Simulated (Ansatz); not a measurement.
Abstraction of F: C2H4F2O + CH2I → C2H4FO + CH2FI

Gas-phase species: C2H4F2O `FCOCF`, singlet; CH2I `[CH2]I`, doublet; C2H4FO `[CH2]OCF`, doublet; CH2FI (fluoroiodomethane) `FCI`, singlet. A radical takes F: the energy is the difference in strength between two C–F bonds in different surroundings.

Shapes, held fixed at every level: PBE0-D4/def2-TZVP. Flexible molecules stand in one conformer, not always the lowest. Programs: Ansatz 0.2.0. The zero-point and thermal change to 298 K, harmonic and unscaled (PBE0-D4/def2-TZVP), is +0.5 kJ/mol.

(1) Estimate ΔH(298 K) of this reaction.

Results:

(1) The highest level, CCSD(T)/def2-TZVPP, gives ΔH(298 K) = +39.2 kJ/mol; the levels span +28.9 to +41.5. The column of differences is taken from that level and isn't an error. No measured value is set beside it here. Open shells run unrestricted. For atoms past krypton def2 sets carry core potentials with scalar relativity. Outer-core shells of I are correlated, in sets that cover them unevenly.

| level | kind | ΔH(298 K) (kJ/mol) | less CCSD(T)/def2-TZVPP |
| --- | --- | --- | --- |
| MP2/def2-SVP | perturbation theory | +38.1 | -1.1 |
| SPW92/def2-TZVPP | LDA | +28.9 | -10.3 |
| B3LYP-D4/def2-TZVPP | global hybrid | +28.9 | -10.3 |
| BHLYP-D4/def2-TZVPP | global hybrid | +35.1 | -4.1 |
| wB97X-V/def2-TZVPP | range-separated hybrid | +34.2 | -5.0 |
| B2PLYP/def2-TZVPP | double hybrid | +32.9 | -6.3 |
| CCSD/def2-SVP | coupled cluster or CI | +41.5 | +2.3 |
| CCSD(T)/def2-TZVPP | coupled cluster or CI | +39.2 | 0.0 |

Transfer of fluorine from the ether to the iodomethyl radical is endothermic at every level, +39.2 kJ/mol at the highest, so the C–F bond broken in bis(fluoromethyl) ether is stronger than the one formed in fluoroiodomethane. The main reason is probably the anomeric interaction in the ether, where an oxygen lone pair donates into the C–F σ* orbital; iodine, with its diffuse lone pairs and low electronegativity, supports the geminal C–F bond much less. Oxygen also stabilises the radical left behind, which offsets part of this loss, so the enthalpy reflects a balance between closed-shell and radical stabilisation rather than the anomeric effect alone.

All the density functionals place the reaction below the coupled-cluster values, perhaps because they balance these two effects differently. That SPW92 and B3LYP-D4 coincide at +28.9 points to error cancellation between similar bonds, not to comparable accuracy for C–F bond strengths themselves. The closeness of MP2/def2-SVP to the highest level likewise can't be credited to its treatment of correlation, since the basis set changes too. The endothermicity doesn't establish the abstraction barrier.
